**Cubic GaN: reading the bands from seven k points**

Each row is a wave vector k, written as fractions of the three reciprocal cell vectors. Level under 1 is the highest filled level there, level over 1 the lowest empty one, and zero is the valence top. Point 1 is Γ, where k = 0. Points 2 and 3 lie a quarter and half of the way along a cube axis to point 6, the zone boundary point X.

Band levels of cubic GaN (F-43m, primitive cell edge 3.187 Å) from ABINIT 10.8.3, using PBE, JTH PAW PBE v2.0 datasets, a plane-wave cutoff of 680.285 eV and an 8×8×8 k mesh, without spin polarisation or spin–orbit coupling. Levels are numbered outwards from the gap, and their energies are relative to the valence top.

| point a (reciprocal cell vector) | point b (reciprocal cell vector) | point c (reciprocal cell vector) | level point (row) | level under 3 (eV) | level under 2 (eV) | level under 1 (eV) | level over 1 (eV) | level over 2 (eV) |
| --- | --- | --- | --- | --- | --- | --- | --- | --- |
| 0.0000 | 0.0000 | 0.0000 | 1 | 0.000 | 0.000 | 0.000 | 1.713 | 10.296 |
| 0.1250 | 0.1250 | 0.0000 | 2 | -1.484 | -0.477 | -0.477 | 3.233 | 9.092 |
| 0.2500 | 0.2500 | 0.0000 | 3 | -3.427 | -1.488 | -1.488 | 4.568 | 7.386 |
| -0.2500 | 0.2500 | 0.0000 | 4 | -5.320 | -3.266 | -1.029 | 6.452 | 7.508 |
| -0.3750 | 0.3750 | 0.0000 | 5 | -5.868 | -4.254 | -2.175 | 4.988 | 7.848 |
| 0.5000 | 0.5000 | 0.0000 | 6 | -6.125 | -2.705 | -2.705 | 3.345 | 6.650 |
| -0.2500 | 0.5000 | 0.2500 | 7 | -5.699 | -3.693 | -3.643 | 6.211 | 8.371 |

**1. Where are the band edges, and what does that mean for a light emitter?**

Both edges are at Γ, so the gap of 1.713 eV is direct. An electron can fall into a hole there and emit light without help from a lattice vibration. The conduction level at X lies 1.63 eV higher, about 63 times the thermal energy at room temperature. Electrons in thermal equilibrium therefore leave the X valley practically empty.

**2. Why do the top two valence levels coincide on the way to X, but not at point 4?**

The upper valence states are mainly nitrogen p states. For k along a cube axis, the two p orbitals across that axis are equivalent by symmetry, and their levels coincide. Point 4 lies along a face diagonal, where the two crosswise directions see different surroundings. There the levels are 2.24 eV apart.

**3. Why does the lowest conduction level rise from Γ while the third valence level falls?**

At Γ the s-like conduction state and the p states cannot mix. Away from Γ, the p state that points along k mixes with the conduction state, and the two levels push each other apart. From point 1 to point 2 the conduction level rises by 1.520 eV and the third valence level falls by 1.484 eV, nearly a mirror image. The upper pair, which symmetry keeps out of this coupling, also falls by 0.477 eV. Other bands must be pushing it down, because the kinetic energy of a free electron would by itself raise every level, by 0.46 eV at point 2. The near mirror image is therefore partly chance: it fits the repulsion but doesn't measure it.

**4. Can this repulsion predict the level at point 3?**

Take two levels separated by the gap G at Γ and coupled by an amount Pk, where P is a constant. As a simplification, leave out the free-electron kinetic energy and all other bands, as if their effects cancelled. If E is the rise of the upper level, the two-level problem gives

E(E + G) = P²k².

Point 2 sets the constant: 1.520 × (1.520 + 1.713) = 4.91 eV². At point 3, k is twice as long, so the right-hand side is four times as large, 19.7 eV². Solving for E gives a rise of 3.66 eV.

The table has 4.568 − 1.713 = 2.855 eV at point 3, which played no part in setting the constant. The estimate is too high by 28% of that rise. A parabola through point 2 does far worse, predicting 4 × 1.520 = 6.08 eV. Within this simple model, the repulsion can account for part of the departure from a parabola, but something else must hold the level down further out. The output below gives both comparisons.

**5. Why does the conduction level come down again at X?**

Theory points to a second repulsion, this time from above. Away from Γ the lowest conduction state can also mix with higher, p-like conduction states, which push it down. The table shows the second conduction level approaching: its distance from the first shrinks from 8.58 eV at Γ to 2.82 eV at point 3. Repulsion between these two alone would push the second level up, yet it is lower still at X, so other levels must be involved too.

**6. What would change at X if both atoms were the same element?**

The structure would become that of diamond, and the two lowest conduction levels at X would coincide. Exchanging the two sublattices turns one state of this pair into the other, so equal atoms give equal energies. Gallium and nitrogen attract electrons differently, and here the levels are 3.31 eV apart. The analogy covers this pairing at X, but not the size of the gap or the place of the conduction minimum.

**7. What would a finer k mesh change?**

As long as Γ stays on the mesh, the gap would hardly change, because both edges are already sampled. The estimate of the electron mass would improve. A parabola through points 1 and 2 gives 0.30 free-electron masses. The two-level curve through the same points gives 0.16 at the band bottom, because it allows for the bending in between. The second value still rests on a model that leaves out other bands, so closely spaced points near Γ are needed to find the mass that PBE gives.

**8. Which digits can be trusted?**

The third decimal serves to compare levels within this calculation, not with a measurement. Spin–orbit coupling, left out here, would split the valence top by roughly 0.02 eV. A slightly larger cell than the fixed one used here would narrow the gap. The gap itself fails in its first digit: PBE falls about 46% short of the measured value, roughly 3.2 eV as recalled. Taken literally, it would make this near-ultraviolet emitter glow deep red, at 724 nm. That the gap is direct is a safer result, since the conduction level at X lies 1.63 eV above the one at Γ, but the colour needs a better level of theory.

Output of the analysis:

```
Cartesian k in 2 pi over a and level distances in eV:
     row    kx     ky    kz  vertical gap  top two valence levels apart  two conduction levels apart
     0.0     0      0     0         1.713                             0                        8.583
   0.125     0      0  0.25          3.71                             0                        5.859
    0.25     0      0   0.5         6.056                             0                        2.818
   -0.25   0.5   -0.5     0         7.481                         2.237                        1.056
  -0.375  0.75  -0.75     0         7.163                         2.079                         2.86
     0.5     0      0     1          6.05                             0                        3.305
   -0.25     1   -0.5     0         9.854                          0.05                         2.16
X conduction level above the one at Gamma in eV: 1.632
the same in units of kT at 300 K: 63.13
halfway conduction level above the one at X in eV: 1.223
rise of conduction level from Gamma to points 2 and 3 in eV: 1.52, 2.855
fall of third valence level over rise of conduction level at point 2: 0.9763
the same ratio at point 3: 1.2
electron mass from a parabola through point 2 in free electron masses: 0.3045
electron mass from the two-level curve through point 2 in free electron masses: 0.1613
hole mass from a parabola through the upper pair at point 2 in free electron masses: 0.9702
rise at point 3 by parabola and its excess over the table in eV: 6.08
excess of the parabola at point 3 in eV: 3.225
rise at point 3 by two-level curve in eV: 3.659
excess of the two-level curve at point 3 in eV: 0.8041
top valence fall per squared k at point 3 over that at point 4: 2.892
PBE gap short of the rough recalled gap in percent: 46.47
wavelength of light at the PBE gap in nm: 723.8
```
